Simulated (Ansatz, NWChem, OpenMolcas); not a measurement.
## GeH3F (fluorogermane): methods side by side

GeH3F: 5 atoms, total charge 0, spin state singlet. As SMILES, `[F][GeH3]`. The shape is that of a PBE0-D4/def2-TZVP optimisation.

Quantity: the vertical ionisation energy (to the doublet cation), in eV. The values are calculated.

| level | kind | program | value (eV) | less CCSD(T)/aug-cc-pVDZ | CPU time (all runs) |
| --- | --- | --- | --- | --- | --- |
| HF/aug-cc-pVDZ | Hartree–Fock | OpenMolcas | 12.21 | -0.35 | 51 s |
| revPBE/aug-cc-pVDZ | GGA | Ansatz | 11.81 | -0.75 | 30 s |
| M06-L/aug-cc-pVDZ | meta-GGA | OpenMolcas | 11.99 | -0.57 | 2.3 min |
| BHLYP/aug-cc-pVDZ | global hybrid | OpenMolcas | 12.55 | -0.01 | 94 s |
| M06-2X/aug-cc-pVDZ | hybrid meta-GGA | NWChem | 12.52 | -0.04 | 3.3 min |
| HSE06/aug-cc-pVDZ | range-separated hybrid | Ansatz | 12.24 | -0.32 | 45 s |
| PBE-QIDH/aug-cc-pVDZ | double hybrid | Ansatz | 12.63 | +0.07 | 57 s |
| MP2/aug-cc-pVDZ | perturbation theory | Ansatz | 12.63 | +0.07 | 27 s |
| CCSD(T)/aug-cc-pVDZ | coupled cluster or CI | Ansatz | 12.56 | 0.00 | 99 s |
| FCI/STO-3G | exact in the basis | Ansatz | 7.92 | -4.64 | 2.3 min |

CCSD(T)/aug-cc-pVDZ is the highest level here, not the true value. All-electron rows without a relativistic Hamiltonian named are non-relativistic. The values span 7.92 to 12.63 eV. High-level rows in very small sets aren't better than simpler rows in larger ones. In the correlated wave-function rows the outer d shell of Ge is correlated, in sets not made for it. Times are those of the runs behind each value, whatever else they computed, on shared processors of several kinds: orders of magnitude only.

Apart from the minimal-basis result, the values agree that removing an electron from fluorogermane costs roughly as much as is usual for a saturated hydride with strong polar bonds. The electron probably leaves a degenerate orbital that mixes Ge–H bonding with fluorine lone-pair character.

Hartree–Fock falls 0.35 eV below coupled cluster because ionisation breaks up an electron pair, so the neutral molecule loses more correlation energy than the cation when correlation is left out. MP2 restores this and slightly overshoots, by 0.07 eV. Among the density functionals, the two without exact exchange lie lowest, probably because they overstabilise a hole spread over several bonds and the fluorine.

The 7.92 eV from full CI reflects a basis too rigid to describe the electron-rich fluorine, which penalises the neutral more than the cation; it says nothing against the correlation treatment. The adiabatic threshold, which Jahn–Teller distortion of the cation would lower, remains undetermined.
